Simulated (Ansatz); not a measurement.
A series in volume scale on Sb₂Au

All results are calculated (Ansatz 0.2.0). Periodic Kohn-Sham DFT of a crystal at fixed atoms, scaled to volume_scale times the given cell; pressure positive in compression, energy less spherical unpolarised free atoms, largest_vzz the field gradient of largest size among the nuclei.

The cell before it is scaled or strained (space group Fm-3m, No. 225):
```
cell vectors (Å)
   0.0000     3.3280     3.3280
   3.3280     0.0000     3.3280
   3.3280     3.3280     0.0000
atoms (fractions of the cell vectors)
Sb  0.25000  0.25000  0.25000
Sb  0.75000  0.75000  0.75000
Au  0.00000  0.00000  0.00000
```

Settings of every row: method all-electron PAW; functional LDA; relativity scalar; k mesh 9x9x9; filling fermi-dirac; smearing width 0.08 eV; nucleus gaussian.

Atom start moment: 0 on all atoms.

Limits: no spin-orbit coupling on heavy atoms.

```csv
row,volume scale,V (Å³/atom),pressure (GPa)
1,0.94,23.099,?
2,0.96,23.59,7.594
3,0.98,24.082,5.14
4,0.99,24.327,4.013
5,1,24.573,2.95
6,1.01,24.819,1.945
7,1.02,25.064,0.996
8,1.04,25.556,-0.745
9,1.06,26.047,-2.296
```

Question: what pressure should row 1 give?

Worked fit of pressure. Take u = (V_r/V)^(2/3) − 1 with V_r = 24.696 Å³ an atom, which is twice the finite (Eulerian) strain; such expansions in the strain, on which the Birch-Murnaghan equation of state is built, carry the rest volume and the bulk modulus. The shown rows have u = 0.03102, 0.01693, 0.01009, 0.00333, -0.00331, -0.00981, -0.02256, -0.03488. Least squares give pressure = 2.4398 + 151.769 × u + 461.14 × u² GPa; a straight line predicts inner rows, each left out in turn, worse (root mean square 0.15 against 0.0039 GPa). The rows lie off it by 0.003, -0.001, -0.005, 0.000, 0.003, 0.001, 0.004, -0.003 (root mean square 0.003 GPa). The pressure vanishes at u = -0.0169, or V = 25.34 Å³ an atom, and there the bulk modulus at fixed shape and fractions is B = −V dP/dV = (2/3)(1 + u) dP/du = 89.2 GPa. The withheld row has u = 0.04558, so the fit gives 2.4398 + 151.769 × (0.04558) + 461.14 × (0.04558)² = 10.315 GPa.

The calculation gave 10.346 GPa. The fit lies 0.031 GPa (0.25 % of the column's range) below it; its largest miss of a shown row is 0.005 GPa. This row lies beyond the range of the fit.
